## Can a PBE strain curve stand in for a hybrid one?

Suppose the band gap of a rutile TiO₂ part must be known as a function of strain. The cheap route computes the strain curve with PBE and corrects it by a single HSE06 calculation on the unstrained cell. The costly route computes every strained cell with HSE06. The choice depends on whether the correction stays the same while the lattice is compressed or stretched.

Rutile TiO2 (6-atom cell, unstrained a = 4.597, c = 2.954 Å) under hydrostatic strain, given as the change in edge length; gap changes are relative to the unstrained cell. Ansatz 0.2.0, plane-wave PAW DFT without spin polarisation, unstrained cell and all atomic positions relaxed with r2SCAN. The k mesh is 4×4×6 for HSE06 and 6×6×8 for PBE and r2SCAN.

```tsv
functional	strain (%)	band gap (eV)	band gap change (eV)	least direct gap change (eV)	gap kind
HSE06	-4	3.607	0.223	0.223	direct
HSE06	-3	3.547	0.163	0.163	direct
HSE06	-2	3.489	0.105	0.105	direct
HSE06	-1	3.434	0.050	0.050	direct
HSE06	1	3.336	-0.048	-0.048	direct
HSE06	2	3.296	-0.088	-0.088	direct
HSE06	3	3.257	-0.127	-0.127	direct
HSE06	4	3.214	-0.170	-0.159	indirect
PBE	-4	2.046	0.158	0.158	direct
PBE	-3	2.001	0.114	0.114	direct
PBE	-2	1.959	0.071	0.071	direct
PBE	-1	1.920	0.033	0.033	direct
PBE	1	1.857	-0.030	-0.030	direct
PBE	2	1.836	-0.052	-0.052	direct
PBE	3	1.815	-0.072	-0.072	direct
PBE	4	1.790	-0.098	-0.085	indirect
r2SCAN	-4	2.409	0.188	0.188	direct
r2SCAN	-3	2.357	0.136	0.136	direct
r2SCAN	-2	2.307	0.086	0.086	direct
r2SCAN	-1	2.262	0.040	0.040	direct
r2SCAN	1	2.183	-0.038	-0.038	direct
r2SCAN	2	2.154	-0.067	-0.067	direct
r2SCAN	3	2.126	-0.095	-0.095	direct
r2SCAN	4	2.093	-0.128	-0.117	indirect
```

### What the three functionals agree on

Strain here means that all cell edges are scaled by the same percentage, negative for compression. In each functional the gap widens on compression and narrows on expansion. At +4 % the lowest conduction state moves from the centre of the Brillouin zone to a point on its boundary, and the gap becomes indirect. The least direct gap change leaves this switch out, so it is the quantity compared below.

A simple picture of such an oxide suggests a reason for the common direction. The top of the filled bands is mainly oxygen 2p, the bottom of the empty ones mainly titanium 3d. Where these states mix, they push each other apart, and shorter bonds strengthen the push. Overlap fades quickly with distance, so each further step of expansion removes less of it. This agrees in direction with the flattening seen in all three curves. In PBE, however, the slope drops to less than a third from one end to the other, more than fading overlap alone is expected to give. The electrostatic field of the ions, which also separates oxygen from titanium levels and weakens as the ions move apart, would likewise narrow the gap on expansion. The oxygen atoms also shift within the cell, since they were relaxed anew at each strain. These causes, and any that oppose them, are not told apart here, because neither the orbital make-up of the band edges nor the oxygen position was followed along the strain.

The functionals disagree about the size of the effect. Between −4 and +4 % the direct gap falls by 382 meV in HSE06, by 305 meV in r2SCAN and by 243 meV in PBE. PBE thus gives only 64 % of the HSE06 response. The atoms sit at the same places in all three calculations at a given strain, so the structure is not the cause. HSE06 was run on a coarser k mesh. Both meshes contain the zone centre, where the direct gap lies, but exact exchange is summed over the mesh and its convergence was not tested. r2SCAN used a plane-wave cutoff of 500 eV, the other two 420 eV.

### Three ways to correct PBE

The first idea is the most tempting: PBE makes the gap too small by a fixed amount, which cancels when two strains are compared. The HSE06 change would then equal the PBE change. At −4 % PBE gives 158 meV where HSE06 gives 223 meV, so more than a quarter of the HSE06 effect is lost. Even at 1 % strain, where the absolute error is small, about a third of the HSE06 change is missing.

The second idea is that strain changes the gap by a fixed fraction, so that a functional with a larger gap shows a proportionally larger change. This works well for HSE06 on the expanded side, and a study of stretched cells alone would have approved it. On compression it fails: at −4 % it predicts 283 meV, about 60 meV more than HSE06 gives.

The shape of the curves shows why. In PBE the change at −4 % exceeds that at +4 % by $158-85=73$ meV, which is a simple measure of how strongly the curve bends. Multiplying the curve by the ratio of the gaps would multiply the bend as well, to about 130 meV. HSE06 has a bend of only $223-159=64$ meV. Going from PBE to HSE06 therefore tilts the curve and hardly alters its bend.

The third idea accounts for such a tilt. It follows the excess, meaning the HSE06 gap minus the PBE gap at the same strain, and supposes that this excess shrinks as the crystal grows.

### Why the excess should shrink

HSE06 replaces a quarter of the short-range PBE exchange by exact exchange. Exact exchange lowers filled states relative to empty ones. An electron in a filled state repels itself less than in PBE, whereas an empty state has no such self-repulsion to lose and gives up part of the attraction that PBE exchange lends it. The oxygen edge moves down relative to the titanium edge, and the gap opens. How far it opens depends on how compact the electron clouds are, since a tight cloud repels itself more strongly than a spread one.

This gives a scale estimate. Let $\lambda$ be the cell edge divided by its unstrained value, so $\lambda=0.96$ at −4 %. If every electron cloud stretched with the cell, all distances in the exchange integrals would grow by $\lambda$ and the energies would fall as $1/\lambda$. PBE exchange obeys the same scaling, and so would the difference between the two if the exact exchange had no limit on its range. HSE06 has such a limit, which the estimate ignores for now. With $X_0$ for the excess in the unstrained cell, the HSE06 gap change becomes

$$\Delta_{\rm HSE06}\approx\Delta_{\rm PBE}+X_0\left(\frac{1}{\lambda}-1\right).$$

The row at −4 % serves as an example. Subtracting the gap change from the gap gives the unstrained values, $3.607-0.223=3.384$ eV in HSE06 and $2.046-0.158=1.888$ eV in PBE. Hence

$$X_0=3.384-1.888=1.496\ \text{eV},$$

$$\Delta_{\rm HSE06}\approx0.158+1.496\left(\frac{1}{0.96}-1\right)=0.220\ \text{eV}.$$

HSE06 itself gives 0.223 eV. The only HSE06 quantity in the formula is the unstrained gap, recovered here from the table; no constant was fitted to the strained gaps.

Over the eight strained HSE06 cells the root-mean-square error is 48 meV for the constant correction, 27 meV for the proportional one and 8 meV for the scale estimate. The last does best on compression. On expansion it predicts too small a fall, by 16 meV at +4 %, a tenth of the HSE06 change there.

The misfit shows that the estimate lacks something. Its excess falls more and more gently as the cell grows, by 47 meV between −4 and −1 % and by 43 meV between +1 and +4 %. The HSE06 excess does the opposite and falls by 48 and then 56 meV.

One omission is that HSE06 keeps exact exchange only within a fixed distance. As the clouds spread, more of their interaction passes beyond it, and the excess should drop faster than $1/\lambda$. The effect is not expected to be small. The limit takes a roughly constant amount off an otherwise larger excess, so clouds that really stretched should respond well beyond the formula, and the close match on compression would be lost. This would be expected to act about equally on compression and on expansion, so it cannot be the whole reason. The oxygen 2p and titanium 3d clouds are also expected to keep much of their atomic size instead of stretching with the cell, which should slow the fall of the excess, while their mixing changes. The band edges of the same runs point to errors that cancel. If the zero of energy is taken as common to both functionals, HSE06 lowers the oxygen edge and raises the titanium edge. From the unstrained cell to −4 % the lowering grows by less than 3 % and the raising by about 7 %, where $1/\lambda$ asks for 4 % of each. Neither edge follows the rule, and only the sum of the two shifts comes close to it.

### Where the estimate fails

r2SCAN puts the explanation to a harder test. Its gap also exceeds that of PBE, and this excess also shrinks on expansion, but by 17 % from −4 to +4 %, whereas $1/\lambda$ falls by only 8 %. For r2SCAN the proportional rule does better than the scale estimate, with a root-mean-square error of 7 meV against 12 meV. No one of the three rules is best for both functionals.

This misfit marks the limit of the physics used. The exchange part of r2SCAN would also follow $1/\lambda$ if the electron density were merely stretched. The faster fall most likely comes from what the estimate leaves out: the density changes shape as the ions move apart, and correlation does not scale like exchange. Which of the two dominates is open. The small error for HSE06 therefore makes the scale estimate a useful rule there, but does not establish its cause.

The same reasoning can be carried to a neighbouring hybrid. One built like HSE06 but with half the share of exact exchange should have roughly half the excess, and its strain curve should lie about midway between those of PBE and HSE06.

### What to compute

The constant correction is good enough only if an error of about 18 meV per percent of strain can be accepted. If a single hybrid calculation is affordable, the scale estimate is the best of the three ways to use it over the whole strain range. For expansion of 2 % or more, the proportional rule came closer to HSE06.

Two hybrid calculations, one at each end of the strain range, are safer because they need no theory of the excess. In HSE06 the excess is 1562 meV at −4 % and 1422 meV at +4 %. A straight line between them gives $(1562+1422)/2=1492$ meV for the unstrained cell, against 1496 meV computed. At every strain in between, the line stays within 5 meV of the HSE06 excess, and for r2SCAN it does at least as well.

The choice of starting cell also matters. The unstrained cell is the r2SCAN one, which PBE would expand and HSE06 would slightly contract. The HSE06 stresses are only loosely converged, but the HSE06 total energies also point to a smaller cell. Around this common cell the HSE06 gap changes by 17.5 meV per percent more than the PBE gap. If each functional starts near its own preferred cell, PBE moves to a flatter part of its curve and HSE06 to a steeper one, and the difference grows. The HSE06 step from −1 to 0 % is 50 meV and the PBE step from 0 to +1 % is 30 meV, a difference of 20 meV per percent. PBE reaches zero pressure close to +1 %, where its next step is only 22 meV, so the difference there is somewhat larger. These are still scaled r2SCAN cells, not cells relaxed with each functional.

HSE06 is the target of these corrections and need not be the truth. The calculation also leaves out the motion of the atoms, which is expected to shift the gap. No measured gap under strain is available here to decide which tilt is right. Every cell also kept the rutile symmetry, so a distortion that stretching might favour would be missed. The results hold only for equal scaling of all edges; a film strained only in its plane needs its own series.
